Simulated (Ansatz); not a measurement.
## A series in temperature on BN

Harmonic phonon free energy (zero-point part included), entropy and heat capacity at constant volume from interpolated force constants; periodic cell, basis, potentials, k mesh and filling as listed. The results are calculated, by Ansatz 0.2.0.

Structure of every row (space group F-43m, No. 216):
```
BN
1.0
      0.0000     1.8075     1.8075
      1.8075     0.0000     1.8075
      1.8075     1.8075     0.0000
B N
1 1
Direct
  0.00000 0.00000 0.00000
  0.25000 0.25000 0.25000
```

Settings of every row: functional PBE; dispersion none; potentials PAW; wave cutoff 510 eV; density cutoff 2040 eV; k mesh 8x8x8; k shift 0x0x0; occupations fixed; smearing width 0 eV; spin none; phonon method finite displacements; phonon supercell 2x2x2; dipole term of polar modes left out.

Limits: no field term in a polar crystal; small supercell for force constants; volume not checked for rest.

| row | temperature (K) | phonon entropy (k_B/atom) | phonon free energy (meV/atom) | phonon heat capacity (k_B/atom) |
| --- | --- | --- | --- | --- |
| 1 | 200 | 0.154 | 155.21 | 0.431 |
| 2 | 300 | 0.434 | 152.76 | 0.996 |
| 3 | 400 | 0.793 | 147.51 | 1.504 |
| 4 | 500 | 1.172 | 139.04 | 1.88 |
| 5 | 600 | 1.539 | 127.35 | 2.146 |
| 6 | 700 | 1.885 | 112.57 | 2.334 |
| 7 | 800 | ? | ? | ? |
| 8 | 900 | 2.503 | 74.62 | 2.568 |
| 9 | 1000 | 2.777 | 51.86 | 2.643 |

Question: what phonon entropy should row 7 give?

Worked fit of phonon entropy. Entropy rises as the heat capacity times the change of ln T, so take t = ln(T / 300 K). The shown rows have t = -0.4055, 0, 0.2877, 0.5108, 0.6931, 0.8473, 1.0986, 1.204. Least squares give phonon entropy = 0.4441 + 1.04161 × t + 0.75455 × t² k_B/atom; a straight line predicts inner rows, each left out in turn, worse (root mean square 0.18 against 0.014 k_B/atom). The rows lie off it by 0.008, -0.010, -0.013, -0.001, 0.010, 0.017, 0.004, -0.015 (root mean square 0.011 k_B/atom). The slope at t = 0, 1.04 k_B/atom, estimates the heat capacity at 300 K. The withheld row has t = 0.9808, so the fit gives 0.4441 + 1.04161 × (0.9808) + 0.75455 × (0.9808)² = 2.192 k_B/atom.

The calculation gave 2.206 k_B/atom. The fit lies 0.014 k_B/atom (0.53 % of the column's range) below it; its largest miss of a shown row is 0.017 k_B/atom.

The other values of row 7: phonon free energy 94.93 meV/atom; phonon heat capacity 2.469 k_B/atom.
